Squeeze a crystal by a few per cent and it should push back like a spring: each cubic ångström taken away costs the same extra pressure. For this form of BiTe, the two rows on either side of zero pressure would then settle all the others. Between them the pressure changes by 2.77 GPa over 1.911 Å³ per atom, or 1.45 GPa per Å³. Carried on to the smallest volume, 2.868 Å³ further down, the spring gives 1.43 + 1.45 × 2.868 = 5.6 GPa. The density functional calculation gives 6.88 GPa, so the spring falls short by almost a fifth.

BiTe (R-3m, two atoms per cell), computed with Ansatz 0.2.0: scalar-relativistic PBEsol without spin polarisation, PAW, 420 eV plane-wave cutoff, 12×12×12 k mesh, 0.1 eV Gaussian smearing. Cell shape and atoms are relaxed at each fixed volume; c/a is for the hexagonal cell. Energies are at zero smearing, relative to the elements' standard crystals; positive pressure means compression.

| volume (relaxed cell) (Å³/atom) | c/a (relaxed cell) | shortest distance (relaxed cell) (Å) | energy over elements (eV/atom) | pressure (GPa) |
| --- | --- | --- | --- | --- |
| 28.033 | 1.7555 | 3.107 | -0.015 | 6.880 |
| 28.990 | 1.8280 | 3.127 | -0.050 | 4.920 |
| 29.945 | 1.8861 | 3.150 | -0.074 | 3.060 |
| 30.901 | 1.9431 | 3.174 | -0.088 | 1.430 |
| 32.812 | 2.0359 | 3.225 | -0.087 | -1.340 |
| 33.767 | 2.0726 | 3.252 | -0.076 | -2.490 |
| 35.042 | 2.4175 | 3.272 | -0.055 | -3.200 |

## From 28.0 to 30.9 Å³ per atom: squeezing flattens the crystal

The first four rows are almost evenly spaced in volume, but not in pressure. Reading downwards, the pressure drops by 1.96, then 1.86, then 1.63 GPa. The crystal is stiffer where it is more compressed. The usual reason is that repulsion between overlapping electron clouds grows steeply as atoms approach, much faster than the attraction that binds them.

The shape of the cell changes as well. Picture flat sheets of Bi and Te stacked alternately, each atom touching three neighbours in the sheet above and three in the sheet below. Call the spacing of like atoms within a sheet a, and the height of six stacked sheets c; the printed c/a is the ratio of the two. Volume and c/a together give a, since a³ = 12V/(√3 · c/a), with V the volume per atom.

Over the first six rows a hardly moves: it stays between 4.79 and 4.83 Å. Over the same rows c grows from 8.43 to 10.02 Å. Nearly all the volume is taken out by bringing the sheets closer together, and hardly any by shrinking the sheets themselves.

Geometry shows how this can happen. Six contacts of a given length enclose the most volume when they stand at right angles, as in rocksalt, where c/a is √6, or about 2.45. Flattening that arrangement removes volume even if none of the six contacts gets shorter. Flattening alone would widen the sheets, and shortening the contacts alone would shrink them. Here the two nearly cancel, which is why a stays put.

The contacts are therefore spared some of the squeeze. Between the rows at 33.767 and 28.033 Å³ the shortest distance, which is the Bi–Te contact, falls by 4.5 %. If the shape had stayed the same, it would have had to fall by 6.0 %, the amount given by the cube root of the volume ratio. Atoms of the same kind in successive layers take more of it: their distance, which is the edge of the two-atom cell, falls from 4.351 to 3.946 Å, or by about 9 %. Followed far enough, this flattening would lead from rocksalt to the caesium chloride arrangement, where c/a is half the rocksalt value and each atom has eight neighbours of the other kind. The chemical reading is that Bi–Te contacts resist shortening more than they resist a change of angle.

The relaxations behind the table show this relief at work. At the smallest volume the pressure fell from 7.8 to 6.9 GPa while the cell found its best shape. In all seven runs the pressure, whether a push or a pull, became weaker in this way. The run at the smallest volume started with c/a 1.828, the relaxed shape of the next row. With that shape held, the squeeze from 28.990 to 28.033 Å³ raises the pressure from 4.92 to 7.8 GPa; with the shape free, it reaches only 6.9 GPa.

## From 30.9 to 32.8 Å³: two rows make the rule

Here the pressure changes sign, so the volume at rest lies between these two rows. Their energies are almost equal, which already places the resting point near the middle, and their pressures locate it more sharply. The spring needs only a small repair: let the pressure follow the density instead of the volume.

p = B (V₀/V − 1)

V₀ is the volume at zero pressure. B is the bulk modulus there, the pressure needed per relative change of volume. Both come from these two rows alone, by drawing a straight line in 1/V:

1/V₀ = 1/32.812 + (1.34/2.77) × (1/30.901 − 1/32.812), so V₀ = 31.86 Å³

B = 2.77 / (31.86/30.901 − 31.86/32.812) = 46 GPa

In practical terms, making the crystal 1 % denser costs about 0.46 GPa.

A gas at constant temperature is a helpful comparison. Its pressure is proportional to its density, so it too gets stiffer as it is compressed. The rule treats the crystal as such a gas held together by a constant inward pull of size B. The likeness is one of form only. The gas pushes because its molecules move, whereas here the push comes from electrons and no thermal motion is included. A gas also has no shape to change.

The energy follows from the work done against the pressure. If the pressure grows roughly evenly from zero, the work is half the final pressure times the change in volume:

E = E₀ + ½ p (V₀ − V) / 160.2

E₀ is the energy at rest, and 160.2 converts GPa·Å³ into eV. Applied backwards to the row at 30.901 Å³, this gives E₀ = −0.088 − ½ × 1.43 × 0.96/160.2 = −0.092 eV per atom, measured against the elements. Spin–orbit coupling, which is strong in bismuth, is absent from the calculation and could shift this value by an amount the table does not reveal.

## Back to 28.0 Å³: the hardest test, worked in full

The most compressed row played no part in setting V₀ or B, so it is a fair test:

- Density relative to rest: 31.86/28.033 = 1.1365.
- Pressure: 46.1 × 0.1365 = 6.3 GPa. The table has 6.88 GPa.
- Work: ½ × 6.3 × 3.83/160.2 = 0.075 eV per atom.
- Energy: −0.092 + 0.075 = −0.017 eV per atom. The table has −0.015 eV.

The pressure is about 8 % too low, less than half the spring's error. The energy looks better than the method deserves. The estimated pressure is too small, but the triangle overstates the area under a curve that sags below a straight line, and the two errors oppose each other. The exact area under the rule's own curve would leave the energy 5 meV per atom too low, and that is the more honest measure of trust at this end.

The pressure comes out low because the rule lets the crystal stiffen too slowly. Under it, the bulk modulus grows by 1 GPa for each GPa of pressure. For many solids the growth is nearer 4, a rough recalled figure. Both cases belong to one formula, in which n is that growth:

p = (B/n) [(V₀/V)ⁿ − 1]

Drawn through the same two rows, n = 4 overshoots at the smallest volume by 0.7 GPa, somewhat more than the density rule undershoots. This crystal lies between the two. Slopes between neighbouring rows give a bulk modulus of about 58 GPa at the compressed end and 40 GPa between the last two rows before the final one, an average growth of roughly 2.3 per GPa. The growth is uneven: over the two most compressed steps the value barely rises, from 57 to 58 GPa. With n = 2, the miss stays below 0.2 GPa over the first six rows. That choice was made after seeing the answers, so it describes this crystal and predicts nothing.

Why does this crystal stiffen more slowly than many others? The flattening is the likely cause, because it keeps offering a way to lose volume without the full cost of shorter contacts. It is also fastest in the most compressed step, just where the stiffening almost stops. The first pressures of the relaxations support this. With the shape held, the step from 28.990 to 28.033 Å³ gives a bulk modulus of about 85 GPa, against 58 GPa with the shape free. The run at 33.767 Å³ appears to have started in the same way, from the relaxed shape of the row before it, and there the two values are about 46 and 40 GPa.

Held in shape, the crystal would thus stiffen by between 4 and 5 GPa per GPa of pressure, close to the usual figure. Letting the shape change takes away about half of that. The held shape is not the same in the two steps, so this is strong support rather than a strict test at one c/a.

## At 33.8 Å³: the same rule under tension

The second worked row lies on the stretched side and was also left out when the rule was set. Its relative density is 31.86/33.767 = 0.9435, so the pressure is 46.1 × (−0.0565) = −2.6 GPa. The table has −2.49 GPa, so the estimated pull is about 5 % too strong. For the energy, pressure and volume change are now both negative, so the work is again positive: ½ × 2.6 × 1.91/160.2 = 0.016 eV. Without rounding on the way, this gives −0.077 eV per atom; the table has −0.076 eV.

The rule pulls too hard here for the same reason that it pushes too softly under compression. The real crystal loses stiffness faster than the rule allows when it is stretched, and gains it faster over most of the compressed range. Its shape has kept changing smoothly, however, and that is what keeps the estimate useful. Over the four rows of this branch that were not used to set the rule, the pressure is never wrong by more than 9 % of the table's value.

## At 35.0 Å³: another shape, and the end of the rule

The last row is only 1.275 Å³ further on, but it belongs to a different shape. c/a leaps from 2.07 to 2.42, close to the rocksalt value. The sheets, which had kept their width through all the earlier rows, suddenly shrink to 4.65 Å while the stack grows taller. The rule predicts a pull of 4.2 GPa; the table has 3.20 GPa, so the estimate is too strong by about 31 %.

The geometry that explained the compressed rows also makes sense of this one. If right-angled contacts enclose the most volume, a stretched crystal can gain room by straightening up. The Bi–Te contact accordingly lengthens by only 0.02 Å in this step, although the volume grows by almost 4 %. About half of the extra space comes from the change of angles and half from the longer contacts, so the crystal pulls back less than the old shape would.

A rule set on one shape can't foresee this. The clearest warning is in c/a. The pressure goes on falling, but more slowly: read as a bulk modulus, the slope of this last step is only 19 GPa, less than half that of the step before. It joins two different shapes, so it is the stiffness of neither. The table does not locate the volume at which the new shape takes over, nor does it test whether that shape might also win at smaller volumes. This last cell is slightly less well relaxed than the others, but the leftover unevenness in its stress is below 0.1 GPa, far less than the miss. What is left pulls harder along the sheets than along the stack, so a longer relaxation would be expected to bring c/a still closer to the rocksalt value.

## Carrying the method to a similar crystal

The same steps can be tried wherever two runs bracket zero pressure and the cell changes shape smoothly, though the accuracy found here is that of one crystal. Find V₀ and B from the pair, estimate the pressure from the density, and take half the pressure times the volume change as the work. Then look at the shape. A crystal that can flatten has a way to soften its response; a cubic one whose atoms are fixed by symmetry has none as long as it stays cubic, and for it a value of n nearer the usual 4 is the more natural first guess.

The numbers themselves should not be carried over to a sample of BiTe from the shelf. The known compound is a layered crystal with a larger cell, while these values belong to a simpler arrangement with two atoms per cell. What carries over is the habit of reading the shape before trusting the pressure.
